Orbital energies of the neutral singlet molecule H₃Ge–SiH₂–GeH₃, calculated with Ansatz 0.2.0 at the LC-wPBE/def2-TZVP level, with a different range parameter ω in each row. All rows use the same PBE0-D4/def2-SVP geometry.

| row | homo (eV) | lumo (eV) |
| --- | --- | --- |
| 1 | -8.320 | 0.424 |
| 2 | -8.872 | 0.909 |
| 3 | -9.323 | 1.272 |
| 4 | -9.992 | 1.728 |
| 5 | -10.437 | 1.964 |

## One molecule, five ionisation energies?

All five rows describe the same molecule, H₃Ge–SiH₂–GeH₃, with the same nuclear positions. The only change is the range parameter ω of the LC-wPBE functional, which takes the values 0.10, 0.15, 0.20, 0.30 and 0.40 per bohr from row 1 to row 5. The last is the standard value of the functional, which row 5 uses by default. Yet the highest occupied level, the HOMO, falls by 2.1 eV. In exact density-functional theory this level equals minus the ionisation energy, a property of the molecule that cannot depend on a setting. At most one of these rows can therefore have the HOMO in the right place, and the question is how to recognise a wrong one.

## The test in row 1

The ionisation energy can also be found without orbital energies, by computing the neutral molecule and its cation at the same geometry and subtracting the total energies. At the setting of row 1 this gives 9.57 eV. The HOMO of row 1, at −8.32 eV, would suggest an ionisation energy 1.25 eV smaller. Both numbers come from the same functional and the same basis, so the method contradicts itself, and no measurement is needed to see it.

The cation reveals what kind of error this is. Its empty level, the one that the returning electron would fill, lies at −10.81 eV, which is too deep by almost as much as the HOMO is too shallow. The midpoint of the two levels gives 9.57 eV again, in agreement with the total energies.

## What the two levels say

Imagine the electron being removed in small portions. The HOMO of the neutral molecule gives the cost of the first portion, and the empty level of the cation gives the cost of the last. In the exact theory every portion costs the same, so the energy is a straight line between the two whole electron numbers. In row 1 the cost climbs by 2.5 eV on the way, so the line sags into a curve. For a parabola the average cost is the mean of the costs at the two ends, which is why the midpoint works while each level alone fails.

The sag can be explained by a flaw of approximate functionals: they let an electron repel itself. While most of the electron is still present, this spurious repulsion pushes its level up; as the electron drains away, the repulsion fades and the remainder is held more tightly. This is called delocalisation error, because such a functional favours electrons that are spread out in fractions.

Exact exchange cancels the self-repulsion, but this functional applies it in full only at long range. The changeover comes at a distance of roughly 1/ω. In row 1 that is 10 bohr, or about 5 Å, more than the 4 Å between the two germanium atoms. Most of the self-repulsion inside the molecule is therefore left to the approximate part of the functional.

## Why the levels move apart

A larger ω brings exact exchange in at shorter distances. While ω is small, this added exchange lowers an occupied level, which contains an electron that can repel itself, and hardly acts on an empty one. The size of the effect follows from the long-range part of the electron repulsion, erf(ωr)/r, where r is the distance between two electrons. For small ω this is nearly constant across the molecule, at 2ω/√π in atomic units. Three steps then give the shifts:

1. Exact long-range exchange lowers an occupied level by 2ω/√π and leaves an empty level where it was.
2. The approximate long-range exchange that it replaces had lowered every level by ω/√π, so its removal raises every level by that amount.
3. The net result is a fall of ω/√π for the HOMO and an equal rise for the lowest empty level, the LUMO.

This amounts to 1.54 eV for each 0.1 per bohr. The table shows the opposite movements, but with smaller slopes: between rows 1 and 2 the HOMO falls at a rate of 1.10 eV per 0.1 per bohr, and between rows 4 and 5 at only 0.445 eV. A weaker response is expected once 1/ω becomes comparable with the size of the orbitals, because erf(ωr)/r is then no longer constant across the molecule. Both the exact term and the approximate term it replaces fall short of their small-ω values, and exact exchange begins to lower the empty level as well.

## An estimate for row 3

A simple way to include this saturation is to replace ω by f = ω/√(1 + a²ω²), the form that holds for the repulsion within a Gaussian charge cloud. The length a is chosen so that the total shift between rows 1 and 5 is right, which gives 3.5 bohr for the HOMO. It is an effective length and should not be read as the radius of an orbital. Row 3 played no part in this choice.

- Row 1: f = 0.10/√(1 + 0.35²) = 0.094 per bohr.
- Row 3: f = 0.20/√(1 + 0.70²) = 0.164 per bohr.
- Estimated fall: 15.35 eV·bohr × (0.164 − 0.094) per bohr ≈ 1.07 eV.

The table has a fall of 1.00 eV, so the estimate is less than a tenth too large. The model places the HOMO slightly too low in all three middle rows, which means that, between the two fixed end rows, it falls a little too steeply at first and flattens a little too much later. A straight line through the same end rows does much worse, with errors of up to 0.3 eV for either level. The printed output below compares both descriptions row by row.

## Choosing a range parameter

The same reasoning suggests a cure: adjust ω until the HOMO equals minus the ionisation energy from total energies. If the value of row 1, 9.57 eV, held at every setting, the HOMO would be too shallow up to row 3 and too deep from row 4 on. The match would then lie between 0.20 and 0.30 per bohr. A HOMO that is too deep is the opposite failure: with too much exact exchange the energy line is expected to bend upward instead of sagging, as in Hartree–Fock theory, where the orbital energy leaves out the relaxation of the remaining electrons. A larger ω is therefore not always better. The range found is only a guide, since the cation's energy is available here for row 1 only. The ionisation energy is expected to rise somewhat with ω, which would move the match towards the larger values. A proper adjustment recomputes the cation at each step.

The LUMO offers no such anchor here. It is positive in every row, so within this basis it describes an electron that the molecule does not bind. The basis has no diffuse functions, which reach far out, and adding them would be expected to lower the level. The gap between the two levels grows from 8.7 to 12.4 eV although the molecule stays the same. A gap quoted for such a molecule thus reflects the chosen ω as well as the chemistry, and a difference between the gaps of two molecules may come from the settings if ω was not the same. Adjusting ω to the ionisation energy anchors only the HOMO, so it does not remove the LUMO's dependence on the basis.

Numerical output:

```
Row 1 vertical ionisation energy from total energies (eV): 9.571
Row 1 HOMO plus ionisation energy (eV): 1.251
Row 1 empty level of the cation plus ionisation energy (eV): -1.24
Row 1 neutral HOMO less empty level of the cation (eV): 2.491
Row 1 ionisation energy from the midpoint of both levels (eV): 9.566
Midpoint estimate less ionisation energy (eV): -0.00547
Fall of the HOMO from row 1 to row 5 (eV): 2.117
Rise of the LUMO from row 1 to row 5 (eV): 1.54
Share of the HOMO in the widening of the gap (percent): 57.89
Limiting shift of either level per 0.1 per bohr (eV): 1.535
Levels and slopes:
  row  omega_per_bohr  gap_eV  HOMO_slope_eV_per_0.1  LUMO_slope_eV_per_0.1  HOMO_plus_row1_IE_eV
    1             0.1   8.744                    n/a                    n/a                 1.251
    2            0.15   9.781                 -1.104                   0.97                 0.699
    3             0.2    10.6                 -0.902                  0.726                 0.248
    4             0.3   11.72                 -0.669                  0.456                -0.421
    5             0.4    12.4                 -0.445                  0.236                -0.866
Effective length for the HOMO (bohr): 3.506
Effective length for the LUMO (bohr): 4.601
Prediction less computed level in eV:
  row  HOMO_saturating  HOMO_straight_line  LUMO_saturating  LUMO_straight_line
    1                0                   0                0                   0
    2         -0.03744              0.1992           0.0156             -0.2283
    3          -0.0623              0.2973          0.01672             -0.3347
    4         -0.05286              0.2607         0.003399             -0.2773
    5        0.0002697                   0        -0.002852            2.22e-16
```
